**Question: Why do two shapes of this fluorinated chain take almost 90% of the weight, and why isn't the one with the lowest DFT energy first?**

I have conformers of a partly fluorinated octane. Along the chain the carbons read CF₃–C2HF–C3H₂–C4F₂–C7H₂–C8F₂–C11F₂–CF₃. The other numbers belong to fluorines: F1 sits on C2, F5 on C4, F9 on C8 and F12 on C11. The five torsions in each row are F1–C2–C3–C4, C2–C3–C4–F5, F5–C4–C7–C8, C4–C7–C8–F9 and F9–C8–C11–F12.

Conformers of the partly fluorinated octane C8H5F13 without solvent, computed with PySCF 2.14.0 and tblite 0.8.0. DFT energies are PBE0-D3(BJ)/6-31G(d) at GFN2-xTB geometries; free energies add quasi-harmonic GFN2-xTB terms and, like the Boltzmann weights, refer to 298.15 K. At most seven conformers were kept.

| number | torsions in degrees | GFN2-xTB energy above its lowest (kcal/mol) | DFT energy above the lowest (kcal/mol) | free energy above the lowest (kcal/mol) | weight (%) | dipole (D) |
| --- | --- | --- | --- | --- | --- | --- |
| 1 | (68,52,177,-52,-178) | 0.000 | 0.380 | 0.000 | 61.50 | 1.330 |
| 2 | (66,51,180,64,-164) | 0.330 | 0.000 | 0.490 | 26.70 | 1.480 |
| 3 | (66,51,-179,-46,-87) | 1.290 | 1.130 | 1.310 | 6.70 | 1.230 |
| 4 | (71,58,73,65,-166) | 1.140 | 1.820 | 1.890 | 2.50 | 1.730 |
| 5 | (74,52,42,179,162) | 1.120 | 1.830 | 1.980 | 2.20 | 1.790 |
| 6 | (166,-43,-169,-45,177) | 1.840 | 3.610 | 3.130 | 0.30 | 2.560 |
| 7 | (163,-57,-78,-73,-176) | 1.770 | 4.170 | 3.860 | 0.10 | 1.660 |

Two things puzzle me. Rows 6 and 7 lie far above the others in DFT energy, although GFN2-xTB puts them less than 2 kcal/mol up. And row 2 has the lowest DFT energy, yet row 1 has more than twice its weight. Is there a simple picture behind this order?

**Answer**

A useful picture is to ask which groups are forced to face each other across a CH₂ group. It gives a likely reason for the high rows. The swap at the top has a different origin, in the thermal part of the free energy.

Take the CH₂ carbon C3 and its two neighbours, C2 and C4. Apart from its bond to C3, each neighbour carries three groups. One points away along the chain, with a torsion near 180°, and the other two stand to the sides, near +60° and −60°. A side group at +60° on one carbon runs almost parallel to the side group at −60° on the other, and the two come close. For ideal angles their first atoms are only about 2.5 Å apart, which is tight for two fluorines.

There are therefore always two such contacts across each CH₂ group. Rotation doesn't remove them; it only decides which groups meet. The cheap solution is to put a hydrogen into one contact and a small group into the other, and to let the bulky group point away.

**What happens at C2**

C2 carries F1, a hydrogen and a CF₃ group. Its handedness is fixed, so the F1 torsion also tells where the other two are. In row 1 the CF₃ group points away from C4, while F1 and the hydrogen stand to the sides. The hydrogen, at −52°, faces F5, at +52°. The second contact is between F1 and another group on C4.

Row 6 makes the instructive comparison, because its last three torsions agree with those of row 1 to within 14°. The clearest change is at the other end of the chain, though a torsion measured to one fluorine of a CF₂ group doesn't fix where the other groups on that carbon stand. F1 now points away, and CF₃ has moved to the side, at −74°. The hydrogen still faces F5, but the second contact now involves CF₃ in place of F1.

That exchange goes with a rise in DFT energy of 3.61 − 0.38 = 3.23 kcal/mol. A CF₃ group is larger than a fluorine atom, and its own fluorines reach towards whatever stands opposite. Here that is either a fluorine or a chain carbon, and overlap of the electron clouds is the expected source of repulsion. The table doesn't separate it from electrostatic effects. The torsion about C3–C4 changes as well, so the whole rise shouldn't be booked as the price of this one contact.

The same division runs through the table. Rows 1 to 5 have CF₃ pointing away, and rows 6 and 7 have it at the side. A third position would leave both F1 and CF₃ at the sides and waste the hydrogen on the free place. The picture makes this the worst choice, and none of the seven rows adopts it, though a set capped at seven conformers is only modest support.

The two levels agree on the order of the groups but not on the size of the gap. Between the highest of rows 1 to 5 and the lower of rows 6 and 7 it is 1.78 kcal/mol in DFT and 0.48 in GFN2-xTB. The DFT energies were computed at GFN2-xTB geometries, so a tight contact had no chance to relax at the DFT level. Part of the larger DFT gap may come from that.

**What happens between the CF₂ groups**

The next CH₂ carbon, C7, has a CF₂ group on either side. If the carbon chain ran straight through here, both contacts would be fluorine against fluorine. The C–F bonds would lie side by side with their negative ends together, so electrostatic repulsion would add to the crowding. A bend in the chain puts a carbon group into one of the side places and leaves at most one fluorine–fluorine contact.

The torsions can mislead at this point, because they are measured to fluorine. The 177° in row 1 means that F5 points away from C8, so the carbon chain itself is bent. Rows 1, 2, 3, 5 and 6 are certainly bent at this unit, and together they hold 97.4% of the weight. Bent arrangements are also more numerous than straight ones, so this share agrees with the repulsion argument but doesn't establish it.

Row 4 adds a hint. It matches row 2 to within 7° in four torsions and differs in the one about C4–C7, where F5 no longer points away. Its DFT energy is 1.82 kcal/mol higher. The chain may have straightened at this bond, but it could also have turned to the other side, since the torsion leaves the place of the second fluorine on C4 open.

Row 3 seems to be held back elsewhere. Its first four torsions match those of row 1 to within 6°, but the last one is −87°, about midway between a staggered and an eclipsed position. Its DFT energy is 0.75 kcal/mol above that of row 1. Row 5 differs from row 1 in three torsions at once, so the table can't assign its higher energy to one cause.

**Why row 1 overtakes row 2**

Counting contacts at C2 can't separate rows 1 and 2, whose torsions are alike there. The largest listed difference is in the F9 torsion about C7–C8. It doesn't show where C11 stands, so the table can't say how the two chains differ there. The energies are so close that the two methods disagree: DFT favours row 2 by 0.38 kcal/mol, GFN2-xTB favours row 1 by 0.33. The decision falls to the thermal term, which is the free energy less the DFT energy. It favours row 1 by 0.49 + 0.38 = 0.87 kcal/mol.

The effect on the weights follows from the Boltzmann factor exp(−ΔE/RT), where ΔE is the energy difference, R the gas constant and T the temperature. At room temperature RT is about 0.59 kcal/mol.

- DFT energy alone gives row 1 a weight of exp(−0.38/0.59) ≈ 0.53 times that of row 2.
- The thermal term multiplies this by exp(0.87/0.59) ≈ 4.4.
- The product is about 2.3, the same as 61.5/26.7 from the table.

The last agreement is no test, because the weights were built in this way. The steps show how much hangs on the thermal term. With DFT energies alone, row 2 would lead with about 56% and row 1 would have about 30%. The other five rows would keep their order, as the printed output below shows, but rows 4 and 5 are only 0.01 kcal/mol apart in DFT energy. That is less than the noise of some hundredths of a kcal/mol that the makers of the data found in tests on other systems, so the order of these two is open.

The thermal term has a pattern of its own. In rows 1, 6 and 7 the last torsion, about the bond between the two neighbouring CF₂ groups, lies within 4° of 180°, and their thermal terms are nearly equal. In the other four rows this torsion is skewed, and the term is at least 0.45 kcal/mol less favourable than in row 1. A freer twist about the 180° arrangement would raise the entropy and so lower the free energy. But the quasi-harmonic treatment used here limits the entropy of very soft vibrations, so a single floppy motion can hardly supply the whole difference. With only seven rows the pattern may also be chance, and the table leaves its cause open.

Row 1 thus owes its lead to a term computed from GFN2-xTB vibrations, and the soft vibrations of a chain are the least dependable part of such a term. The DFT gap between rows 1 and 2 is also small for a basis set as modest as 6-31G(d). I would therefore trust the statement that rows 1 and 2 dominate this set more than the order between them. The percentages also refer to these seven conformers only, and the set may be incomplete. The search counts list 15 force-field minima as lost in GFN2-xTB, and the seven conformers kept cover 95.9% of the weight that GFN2-xTB gives to the shapes it found. Any missing shape would take its share from all seven, so the nearly 90% for rows 1 and 2 may be too high for the molecule itself.

To guess the order in a similar chain, go through the CH₂ groups one by one and ask what has to face what. Good shapes use each hydrogen on a neighbouring carbon to fill a contact, keep CF₃ pointing away, and bend where two CF₂ groups would otherwise set fluorine against fluorine. This count is only a first sieve. It leaves out the bond between neighbouring CF₂ groups, where row 3 differs most from row 1, and it can't settle a race as close as that between rows 1 and 2.

Numerical output:

```
Groups at C2 and C4, torsions in degrees:
  row  CF3-C2-C3-C4  H-C2-C3-C4  C2-C3-C4-F5
    1          -172         -52           52
    2          -174         -54           51
    3          -174         -54           51
    4          -169         -49           58
    5          -166         -46           52
    6           -74          46          -43
    7           -77          43          -57
Energies in kcal/mol and weights in %:
  row  thermal term relative to row 1  DFT less GFN2-xTB  weight from DFT energy alone  weight in table
    1                               0               0.38                         29.75             61.5
    2                            0.87              -0.33                         56.49             26.7
    3                            0.56              -0.16                         8.389              6.7
    4                            0.45               0.68                         2.618              2.5
    5                            0.53               0.71                         2.574              2.2
    6                            -0.1               1.77                        0.1276              0.3
    7                            0.07                2.4                       0.04959              0.1
DFT gap between rows 1-5 and rows 6-7, kcal/mol: 1.78
GFN2-xTB gap between rows 1-5 and rows 6-7, kcal/mol: 0.48
weight of rows 6 and 7 together, %: 0.4
weight of rows 1 to 3 together, %: 94.9
weight of rows certainly bent at C4-C7-C8, %: 97.4
DFT energy of row 1 less row 2, kcal/mol: 0.38
GFN2-xTB energy of row 2 less row 1, kcal/mol: 0.33
weight ratio of row 1 to row 2: 2.303
highest thermal term with F9-F12 torsion near 180 degrees, kcal/mol: 0.07
lowest thermal term with skewed F9-F12 torsion, kcal/mol: 0.45
rank correlation of dipole with DFT energy: 0.6429
```
